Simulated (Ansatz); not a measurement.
# CH8ClNSi2: which of these isomers lies lowest?

2 of its isomers, all singlets with charge 0: A = `CN([SiH3])[SiH2]Cl`; B = `C[SiH2]N[SiH2]Cl`.

Shapes, held fixed at every level: PBE0-D4/def2-TZVP. Flexible molecules stand in one conformer, not always the lowest. Programs: Ansatz 0.2.0.

Electronic energies in kJ/mol, without zero-point or thermal terms.

```tsv
level	kind	B − A
PBE-D4/def2-TZVPP	GGA	-85.7
r2SCAN-D4/def2-TZVPP	meta-GGA	-91.3
PBE0-D4/def2-TZVPP	global hybrid	-87.6
MP2/def2-SVP	perturbation theory	-73.1
CCSD/def2-SVP	coupled cluster or CI	-69.6
CCSD(T)/def2-TZVPP	coupled cluster or CI	-84.7
CCSD/def2-TZVPP	coupled cluster or CI	-85.5
CCSD(T)/CBS estimate	coupled cluster or CI	-87.8
```

The highest level, CCSD(T)/CBS estimate, puts B lowest of these. All levels agree on that. The B − A difference spans -91.3 to -69.6 kJ/mol over the levels. The CBS estimate extrapolates MP2 from def2-TZVPP and def2-QZVPP and adds CCSD(T) − MP2 in the triple-zeta set, cores frozen.

B, the disilazane with an N–H bond and its methyl group on silicon, lies well below the N-methyl isomer A, by 87.8 kJ/mol at the highest level. Both isomers keep two Si–N bonds and the Si–Cl bond, so the preference comes mainly from exchanging a C–N and an Si–H bond in A for an Si–C and an N–H bond in B. The strong, polar N–H bond probably provides most of the gain, with the bond between carbon and electropositive silicon also favourable. Delocalisation of the nitrogen lone pair into silicon-centred σ* orbitals is available in both isomers and should largely cancel.

The size of the gap depends more on the basis than on the treatment of correlation: CCSD moves from -69.6 to -85.5 kJ/mol between the double- and triple-zeta sets, whereas adding perturbative triples in the larger set barely changes it. This suggests that the small basis describes the exchanged bonds unevenly. The energy ordering says nothing about how readily A would rearrange to B, which depends on the barrier.
